**Question**

I am comparing methods for the vertical spin gap of the small planar radical HAl–BH$_2$, that is, the energy of the quartet minus that of the doublet with the atoms held fixed. The reference gap is 3.873 eV.

Errors in the vertical gap (quartet minus doublet) of neutral HAl–BH$_2$, computed with Ansatz 0.2.0 in the cc-pVTZ basis at a fixed PBE0/def2-TZVP geometry. R and U mark restricted and unrestricted orbitals, and BCCD(T) starts from restricted ones. Core electrons are left uncorrelated, and B3LYP uses the VWN-RPA form.

| level | this level less the reference (UCCSDT(Q), same basis) (meV) |
| --- | --- |
| RHF | -513.0 |
| UHF | -517.0 |
| RMP2 | 73.0 |
| UMP2 | 55.0 |
| RCCSD | -7.0 |
| UCCSD | -7.0 |
| RCCSD(T) | 11.0 |
| UCCSD(T) | 10.0 |
| BCCD(T) | 12.0 |
| RCCSDT | -1.0 |
| UCCSDT | -2.0 |
| RCCSDT(Q) | 2.0 |
| PBE | -258.0 |
| r2SCAN | -332.0 |
| PBE0 | -178.0 |
| B3LYP | 26.0 |
| wB97M-V | 208.0 |
| B2PLYP | 108.0 |
| RPA-PBE | -119.0 |

Hartree–Fock is off by half an electronvolt, coupled cluster by about a hundredth, and the functionals fall on both sides. I would like to understand the pattern rather than just pick the row with the smallest number. My questions are the numbered headings below, the simplest first.

**Answer**

### 1. Which state does Hartree–Fock get too low?

The quartet, relative to the doublet. An error of −513 meV in the RHF row means a gap of $3.873-0.513=3.360$ eV, about 13 % too small. The prefixes R and U say whether electrons of opposite spin must share the same spatial orbitals or may use different ones. UHF gives nearly the same error, so this freedom isn't what Hartree–Fock lacks.

### 2. Why does leaving out correlation favour the quartet?

Hartree–Fock keeps electrons of parallel spin apart, because the Pauli principle is built into its wavefunction. Electrons of opposite spin move independently of each other in it and come close too often. Correlation is the energy gained when they are allowed to avoid each other, and most of it comes from pairs of opposite spin.

The doublet has four filled valence orbitals and one single electron, which sits in the $\pi$ orbital perpendicular to the molecular plane. To reach the quartet, one filled orbital must give up its pair and one spin must turn over. The quartet therefore has less correlation energy to gain, and a method without correlation penalises it less.

In numbers, correlation lowers the doublet by about 5.9 eV. For the quartet, the doublet's total and the gap errors together imply about 5.3 eV. The half electronvolt between them is therefore the Hartree–Fock error restated, not a separate test of the explanation.

### 3. Can I estimate that half electronvolt by counting pairs?

You get the sign and about half the size. Nine valence electrons are correlated: five up and four down in the doublet, six up and three down in the quartet. The number of opposite-spin pairs falls from $5\times4=20$ to $6\times3=18$, while the number of parallel pairs rises from 16 to 18. The total stays at 36, so the spin change simply turns two opposite-spin pairs into parallel ones.

Now give each kind of pair its average energy in the doublet. In UMP2, the 20 opposite-spin pairs together contribute 3.96 eV and the 16 parallel pairs 0.71 eV. The expected rise of the gap is then

$$2\left(\frac{3.96}{20}-\frac{0.71}{16}\right)\ \text{eV}\approx 2\,(0.198-0.044)\ \text{eV}\approx 0.31\ \text{eV}.$$

The computed rise from UHF to UMP2 is $55+517=572$ meV. Nothing was fitted to the gap, so the shortfall is a real failing of the model. Its likely source is the averaging: two electrons in the same orbital meet far more often than two in different bonds, and it is a pair of the first kind that is broken.

For a neighbouring case, ask first whether the higher-spin state breaks such a pair. If it does, Hartree–Fock will usually place that state too low, and a simple count of pairs may well understate by how much. The printed output after this answer gives the estimate beside the computed shift.

### 4. How can MP2 leave out an electronvolt of correlation and still give a decent gap?

A gap only feels the difference between what is left out in the two states. Let $m_2$ be the correlation energy that a method leaves out in the doublet and $m_4$ the same for the quartet. Then

$$\text{error of the gap}\approx m_4-m_2 .$$

For RMP2, $m_2$ is about 1.09 eV and $m_4$ about 1.16 eV. (Here and in the next answer, the quartet's value is inferred from the doublet's value and the gap errors.) Each is large, but they nearly cancel, and the gap ends up only 73 meV too high. In proportion, Hartree–Fock cancels almost as well: about 9 % of what it leaves out in the doublet survives as an error of the gap, against 6.5 % for RMP2. But it leaves out more than five times as much, so a similar fraction grows to half an electronvolt. MP2 gains mainly by recovering most of the correlation energy in both states, probably including most of that of the broken pair. The small remainder even changes sign, since RMP2 lacks slightly more in the quartet.

### 5. CCSD is off by −7 meV and CCSD(T) by +11 meV. Is CCSD the better method here?

No. It has the smaller error in this gap, but it describes both states less well. RCCSD leaves out about 245 meV in the doublet and 236 meV in the quartet, mostly the effect of three electrons moving in concert. These omissions happen to be nearly equal.

RCCSD(T) adds an approximate treatment of such triple excitations. What it leaves out shrinks to about 43 meV in the doublet and 52 meV in the quartet. Both energies are now far closer to the reference level, yet the small remainder cancels no better than the large one did. When triples are treated in full, in RCCSDT, the error of the gap is −1 meV.

The energy left out in each state is therefore a better guide than the error of a single gap. A method that relies on cancellation may lose it in the next molecule, where the two states could differ more.

### 6. What happens if I add exact exchange to a functional?

The clean comparison is PBE with PBE0, which share the same correlation part. Replacing a quarter of the PBE exchange by exact exchange raises the gap by 80 meV and moves the error from −258 to −178 meV. In this pair, exact exchange helps, though it cures less than a third of the error.

The fraction of exact exchange doesn't order the functionals in general. B3LYP has 20 %, a little less than PBE0. On a straight line through PBE and PBE0 it should lie near −194 meV, but it lies at +26 meV.

A possible cause is its correlation part, most of which is LYP. LYP gives no correlation energy at all when every electron has the same spin, so it may credit the quartet with too little and push it up. It can't be the only road to a high gap, since wB97M-V contains no LYP and lies higher still. For B3LYP it remains a guess, because its exchange differs from that of PBE0 too; a run that joins PBE exchange to LYP correlation would help to separate the two. The comparison also takes for granted that each functional has settled on the same quartet state.

### 7. Which digits can I trust, and what would a larger basis change?

Within this basis, and with the core electrons left uncorrelated, trust the reference gap to about a hundredth of an electronvolt: 3.87 eV. The restricted and unrestricted versions of the highest level, CCSDT(Q), differ by 2 meV. The order of the rows with full triples, which lie between −2 and +2 meV, therefore carries no meaning. The distance from any of them to Hartree–Fock is beyond doubt.

A larger basis would probably raise the reference gap. Describing how two electrons of opposite spin avoid each other at close range takes many basis functions, so this part of the correlation energy converges slowly, and the doublet has more of it. The Hartree–Fock gap should change much less.

This matters most for the small errors of functionals. Apart from B2PLYP and RPA, whose correlation also draws on the empty orbitals, their gaps usually settle sooner with basis size than those of coupled cluster, so the reference could move away from under them. The +26 meV of B3LYP shows agreement in this basis and needn't survive in a larger one, whereas the −332 meV of r2SCAN is too large to be blamed on the basis alone.

Before you set 3.87 eV beside an experiment, remember that the atoms are held at the PBE0 structure in both states. Letting the quartet relax would lower its energy, so the gap between the two relaxed states is a different and probably smaller quantity.

Output of the analysis:

```
RHF gap in eV: 3.36
RHF error as percent of the reference gap: -13.25
size of the doublet's correlation energy, RCCSDT(Q), meV: 5862
size of the quartet's correlation energy, inferred, meV: 5347
UMP2 less UHF gap, meV: 572
pair-count estimate of that shift, meV: 307.7
pair-count estimate over computed shift: 0.538
RMP2 misses in the doublet, meV: 1091
RMP2 misses in the quartet, inferred, meV: 1162
RCCSD misses in the doublet, meV: 245.4
RCCSD misses in the quartet, inferred, meV: 236.4
RCCSD(T) misses in the doublet, meV: 42.88
RCCSD(T) misses in the quartet, inferred, meV: 51.88
gap shift by perturbative triples, full triples, then (Q), restricted, meV: 18, 6, 3
restricted less unrestricted gap, HF then MP2, meV: 4, 18
lowest and highest coupled-cluster error, meV: -7, 12
PBE0 less PBE, meV: 80
r2SCAN less PBE, meV: -74
error expected at 20 percent exact exchange on the PBE to PBE0 line, meV: -194
B3LYP less that expectation, meV: 220
```
